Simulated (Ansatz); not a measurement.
# TiAl: the change of pressure and energy less free atoms with volume scale

Results calculated with Ansatz 0.2.0, not measured. Periodic Kohn-Sham DFT of a crystal at fixed atoms, scaled to volume_scale times the given cell; pressure positive in compression, energy less spherical unpolarised free atoms, largest_vzz the field gradient of largest size among the nuclei.

The cell before it is scaled or strained (space group P4/mmm, No. 123):
```
cell vectors (Å)
   2.8373     0.0000     0.0000
   0.0000     2.8373     0.0000
   0.0000     0.0000     4.0591
atoms (fractions of the cell vectors)
Ti  0.00000  0.00000  0.00000
Al  0.50000  0.50000  0.50000
```

Settings of every row: method all-electron LAPW; functional PBEsol; relativity scalar; k mesh 12x12x8; filling fermi-dirac; smearing width 0.05 eV; basis error target 1 meV/atom; nucleus gaussian.

Atom start moment: 0 on all atoms.

```csv
row,volume scale,V (Å³/atom),pressure (GPa),energy less free atoms (eV/atom)
1,0.94,15.358,3.358,-6.0658
2,0.96,15.685,0.661,-6.0698
3,0.98,16.012,-1.775,-6.0687
4,0.99,16.175,-2.904,-6.0663
5,1,16.338,-3.977,-6.0628
6,1.01,16.502,-4.997,-6.0582
7,1.02,16.665,-5.967,-6.0526
8,1.04,16.992,?,?
9,1.06,17.319,-9.385,-6.021
```

Question: what pressure and energy less free atoms should row 8 give?

Worked fit of pressure. Take u = (V_r/V)^(2/3) − 1 with V_r = 16.257 Å³ an atom, which is twice the finite (Eulerian) strain; such expansions in the strain, on which the Birch-Murnaghan equation of state is built, carry the rest volume and the bulk modulus. The shown rows have u = 0.03865, 0.02417, 0.01017, 0.00338, -0.00331, -0.00992, -0.01639, -0.04131. Least squares give pressure = −3.4489 + 160.399 × u + 405.12 × u² GPa; a straight line predicts inner rows, each left out in turn, worse (root mean square 0.19 against 0.0031 GPa). The rows lie off it by 0.002, -0.004, 0.001, -0.002, -0.002, 0.003, 0.002, -0.001. The pressure vanishes at u = 0.0204, or V = 15.77 Å³ an atom, and there the bulk modulus at fixed shape and fractions is B = −V dP/dV = (2/3)(1 + u) dP/du = 120 GPa. Letting shape and atoms relax would as a rule lower it, by much in layered, chain or molecular crystals. The withheld row has u = -0.02905, so the fit gives −3.4489 + 160.399 × (-0.02905) + 405.12 × (-0.02905)² = -7.767 GPa.

The calculation gave -7.764 GPa. The fit lies 0.003 GPa (0.024 % of the column's range) below it; its largest miss of a shown row is 0.004 GPa.

Worked fit of energy less free atoms. Take u = (V_r/V)^(2/3) − 1 with V_r = 16.257 Å³ an atom, which is twice the finite (Eulerian) strain; such expansions in the strain, on which the Birch-Murnaghan equation of state is built, carry the rest volume and the bulk modulus. The shown rows have u = 0.03865, 0.02417, 0.01017, 0.00338, -0.00331, -0.00992, -0.01639, -0.04131. Least squares give energy less free atoms = −6.06467 − 0.5256 × u + 12.862 × u² eV/atom; a straight line predicts inner rows, each left out in turn, worse (root mean square 0.0062 against 3.5e-05 eV/atom). The rows lie off it by 0.0000, 0.0001, 0.0000, 0.0000, 0.0000, 0.0000, 0.0000, 0.0000. Its lowest point lies at u = 0.0204, or V = 15.77 Å³ an atom, and the curvature there gives the bulk modulus at fixed shape and fractions, B = (4/9)(1 + u)² E″(u)/V = 121 GPa. Letting shape and atoms relax would as a rule lower it, by much in layered, chain or molecular crystals. The withheld row has u = -0.02905, so the fit gives −6.06467 − 0.5256 × (-0.02905) + 12.862 × (-0.02905)² = -6.0385 eV/atom.

The calculation gave -6.0385 eV/atom. The fit meets it to the printed digit.
